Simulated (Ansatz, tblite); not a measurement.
**Relative energies of C3H4F2 isomers**

3 of its isomers, all singlets with charge 0: A = `C=C(F)CF`; B = `FC1(F)CC1`; C = `C=CC(F)F`.

Shapes, held fixed at every level: PBE0-D4/def2-TZVP. Flexible molecules stand in one conformer, not always the lowest. Programs: Ansatz 0.2.0, tblite 0.8.0.

A:

```xyz
9

C     0.8136   -0.4329   -1.0770
C     0.4855   -0.1321    0.1616
F     1.3589   -0.2528    1.1747
C    -0.8212    0.3684    0.6741
F    -1.7283    0.4983   -0.3446
H     0.0783   -0.3202   -1.8601
H     1.8055   -0.7895   -1.3182
H    -1.2204   -0.3294    1.4187
H    -0.6833    1.3439    1.1538
```

B:

```xyz
9

F     1.6535   -0.8264    0.5169
C     0.5715   -0.5136   -0.2146
F     0.5982   -1.2044   -1.3660
C     0.0686    0.8663   -0.2098
C    -0.7126   -0.2758    0.4574
H     0.5640    1.5779    0.4378
H    -0.3200    1.2610   -1.1395
H    -1.6095   -0.6241   -0.0381
H    -0.7253   -0.3073    1.5391
```

C:

```xyz
9

C    -0.5219   -0.5206   -1.1837
C     0.2280   -0.5382   -0.0954
C     0.2520    0.5589    0.9130
F    -0.4624    1.6340    0.5034
F     1.5353    0.9725    1.1123
H    -1.1697    0.3186   -1.4070
H    -0.5077   -1.3453   -1.8857
H     0.8775   -1.3764    0.1375
H    -0.1425    0.2504    1.8886
```

Electronic energies in kJ/mol, without zero-point or thermal terms.

| level | kind | B − A | C − A |
| --- | --- | --- | --- |
| GFN2-xTB | semi-empirical | -18.0 | +5.6 |
| HF/def2-SVP | Hartree–Fock | +15.7 | -30.3 |
| HF/def2-TZVPP | Hartree–Fock | +26.8 | -27.0 |
| PBE-D4/def2-TZVPP | GGA | +9.3 | -17.9 |
| r2SCAN-D4/def2-TZVPP | meta-GGA | +9.0 | -20.5 |
| B3LYP-D4/def2-TZVPP | global hybrid | +25.7 | -20.1 |
| wB97M-V/def2-TZVPP | range-separated hybrid | +10.0 | -22.6 |
| CCSD(T)/CBS estimate | coupled cluster or CI | +18.9 | -25.2 |

The highest level, CCSD(T)/CBS estimate, puts C lowest of these. GFN2-xTB puts another isomer lowest. The B − A difference spans -18.0 to +26.8 kJ/mol over the levels. The CBS estimate extrapolates MP2 from def2-TZVPP and def2-QZVPP and adds CCSD(T) − MP2 in the triple-zeta set, cores frozen.

Every level except GFN2-xTB gives the order C, A, B from most to least stable; GFN2-xTB reverses it completely. The preference for 3,3-difluoropropene over 2,3-difluoropropene probably reflects the geminal CF2 group, where fluorine lone pairs donate into the neighbouring C–F σ* orbital. This anomeric stabilisation evidently outweighs the benefit of placing one fluorine on an sp2 carbon in A. 1,1-Difluorocyclopropane has the same geminal motif but lies highest at the coupled-cluster level, as expected when a C=C π bond is exchanged for a strained three-membered ring.

The ring–alkene comparison is also the more sensitive one. Among the density functionals, B − A runs from +9.0 to +25.7 kJ/mol, on either side of the coupled-cluster +18.9, whereas C − A varies much less. This suggests an uneven description of strained σ bonds relative to a π bond, rather than a general failure for C–F bonding. The energetic order implies nothing about how readily the isomers interconvert, since ring opening and fluorine migration require bond cleavage.
